**Problem.** Pyramidal AsH3 is flattened along its umbrella coordinate at the BP86 level with the bonds held at 1.54 Å. In the table $x$ is the angle of each bond to the threefold axis, $E$ the energy above the relaxed molecule and $d$ the magnitude of the dipole.

AsH3 in the gas phase, closed-shell singlet, computed with PySCF 2.14.0 at the restricted BP86/def2-TZVP level with density fitting and a non-relativistic Hamiltonian. The angle of all three bonds to the threefold axis is varied together, with the As–H bonds fixed at 1.54 Å. Energies are relative to the relaxed structure (H–As–H angle 91°).

| angle of each bond to the threefold axis (°) | E AsH3 (kJ/mol) | dipole AsH3 (D) |
| --- | --- | --- |
| 55 | 0.1 | 0.23 |
| 60 | 5.8 | 0.37 |
| 65 | 25.5 | 0.51 |
| 70 | 56.8 | 0.62 |
| 75 | 95.7 | 0.67 |
| 80 | 135.1 | 0.59 |
| 85 | 165.3 | 0.35 |
| 90 | 176.7 | 0.00 |

**(a) What shapes do the rows at 55°, 75° and 90° stand for, and why does the energy rise from the first to the last?**

*Solution.* Two bonds at polar angle $x$ and 120° apart in azimuth enclose the H–As–H angle $\theta$, with $\cos\theta=\cos^2x-\tfrac12\sin^2x=1-\tfrac32\sin^2x$. The three rows have $\theta$ = 90.4°, 113.5° and 120°. The relaxed geometry has $x_0\approx55.6°$, so the first row is nearly the minimum and the last is planar.

Repulsion between the hydrogens cannot be the source of the barrier. Their distance $\sqrt3\,r\sin x$, with $r$ the bond length, grows from 2.18 to 2.67 Å while $E$ rises at every step.

The standard explanation, argued here from symmetry and not tested by these columns, is the second-order Jahn–Teller effect. In the planar molecule the lone pair is a pure As 4p orbital of $a_2''$ symmetry and lies high. The umbrella motion is also $a_2''$, and $a_2''\times a_2''=a_1'$, so bending mixes the lone pair with the empty $a_1'$ As–H antibonding orbital. The lone pair drops in energy and gains s character. In arsenic the 4s orbital is much more compact than 4p and hybridises poorly with it, so the molecule does best with bonds of nearly pure p character, which meet near 90°, and an s-rich lone pair. Flattening forces $sp^2$ bonds and lifts the pair into p. By the same argument NH3, whose 2s and 2p are of similar size, has a wider angle and a far lower barrier (roughly 25 kJ/mol, a recalled value), and a six-electron main-group hydride such as BH3, with $a_2''$ empty, stays planar.

The 176.7 kJ/mol at 90° is a rigid barrier. Relaxing the bonds in the plane can only lower it or leave it unchanged, so it is an upper bound for this functional and basis, without relativity or zero-point motion.

**(b) Estimate $E$ at 75° from the barrier and the position of the minimum alone. What does the error say?**

*Solution.* Let $q=90°-x$. Reflection in the molecular plane turns $q$ into $-q$, so $E$ is even in $q$. The shortest even form with two wells is $E=B-aq^2+bq^4$. Requiring $E=0$ and zero slope at $q_0$ fixes $a$ and $b$:

$$E=B\left(1-q^2/q_0^2\right)^2 .$$

Nothing is fitted: $B=176.7$ kJ/mol is read from the last row and $q_0=90°-55.6°=34.4°$ from the relaxed geometry, so the row at 75° is an independent test. There $(15/34.4)^2=0.190$ and $E=176.7\times0.810^2=115.9$ kJ/mol, against 95.7 in the table. The excess of 20.2 kJ/mol is 11% of the barrier. The estimate is too high at every row from 60° to 85°, most at 70° (by 20.7 kJ/mol), and it stays too high when the height of As above the H3 plane replaces the angle as coordinate.

The fault lies in the curvatures. The quartic has $E''=-4B/q_0^2$ at the top and $+8B/q_0^2$ in the well, a ratio of 2 in size. In the table the second difference at 90°, with the mirror image of the 85° row, is $2(165.3-176.7)=-22.8$ kJ/mol. At 60° it is $0.1-2(5.8)+25.5=14.0$, which gives a ratio near 0.6. That row lies a little off the minimum; a parabola from $x_0$ through the 60° row gives 0.65, so the conclusion is the same. The computed barrier has a sharp top and a soft well, and its inflection lies near 75° instead of 70°.

A two-level picture of the mixing in (a) departs from the quartic in this direction. With a restoring constant $K$, a gap $2\Delta$ at planarity and a coupling $Fq$,

$$E(q)=\tfrac12Kq^2-\sqrt{\Delta^2+F^2q^2}+\text{const}.$$

Put $\lambda=F^2/K\Delta$. At $q=0$ the curvature is $K(1-\lambda)$, negative once $\lambda>1$. At the minimum the root equals $F^2/K$ and the curvature is $K(1-1/\lambda^2)$. The ratio of sizes is $(1+\lambda)/\lambda^2$, which is 2 when the plane is barely unstable and falls as $\lambda$ grows. Strong mixing pulls the energy down quickly near the plane and then saturates, leaving a well no stiffer than $K$. A ratio of 0.65 corresponds to $\lambda\approx2.2$. The barrier, $B=\Delta(\lambda-1)^2/2\lambda$, then fixes $\Delta$ and $q_0$ fixes $K$, and the model gives about 96 kJ/mol at 75°, against 95.7 in the table. The $\Delta$ so obtained, about 540 kJ/mol, is an effective parameter and not an orbital gap. Since $\lambda$, $\Delta$ and $K$ were all set from the same curve, the match at 75° shows only that the form is adequate. It does not identify the orbitals, and other anharmonic terms could also shape the curve.

The scan converged and its record carries no warning. That the orbital occupation may change along such a scan is a general caution from the data makers' tests on other systems, not a finding of this run. It still deserves a check here, because the closed-shell singlet was imposed. The second differences fall steadily from 14.0 to −22.8 kJ/mol with no jump, which speaks against a change of state without excluding one.

**(c) Why does the dipole vanish at 90°, and why is it larger at 75° than at 55°?**

*Solution.* The axial dipole is odd in $q$, so it must vanish in the plane and grow linearly at first. The growth soon flattens: at $q$ = 5°, 10° and 15° the values stand as 1 : 1.7 : 1.9, not 1 : 2 : 3.

Three fixed bond dipoles $\mu$ would give $d=3\mu\cos x$, largest for the steepest pyramid. The numbers refute this. The quotient $d/\cos x$ rises at every step from 0.40 D at 55° to 4.0 D at 85°, a factor of ten, and $d$ itself is 0.67 D at 75° but only 0.23 D at 55°. Charge is therefore redistributed as the molecule bends.

Theory supplies one such redistribution. Mixing an s-like $a_1'$ orbital into a p orbital shifts the lone pair to the side away from the hydrogens, by an amount linear in $q$ at first. An s–p hybrid is most displaced for an intermediate mixture, so this part can pass through a maximum. Ideal hybrids that follow the bonds would make the pair almost pure s and centred at the 90.4° of the first row, but that is a limit real orbitals need not approach: the pair can keep much p character in the pyramid. No orbital compositions are at hand to test that. That the peak arises in this way, perhaps with an opposing bond term that grows with $\cos x$, is a guess, and any split of $d$ into lone-pair and bond parts depends on how the orbitals are chosen. Only the total is fixed. It falls by 0.14 D per 5° between 65° and 55°, and continued linearly it would reach zero near 47°, so a reversal in a more closed pyramid is likely but lies outside the scan.
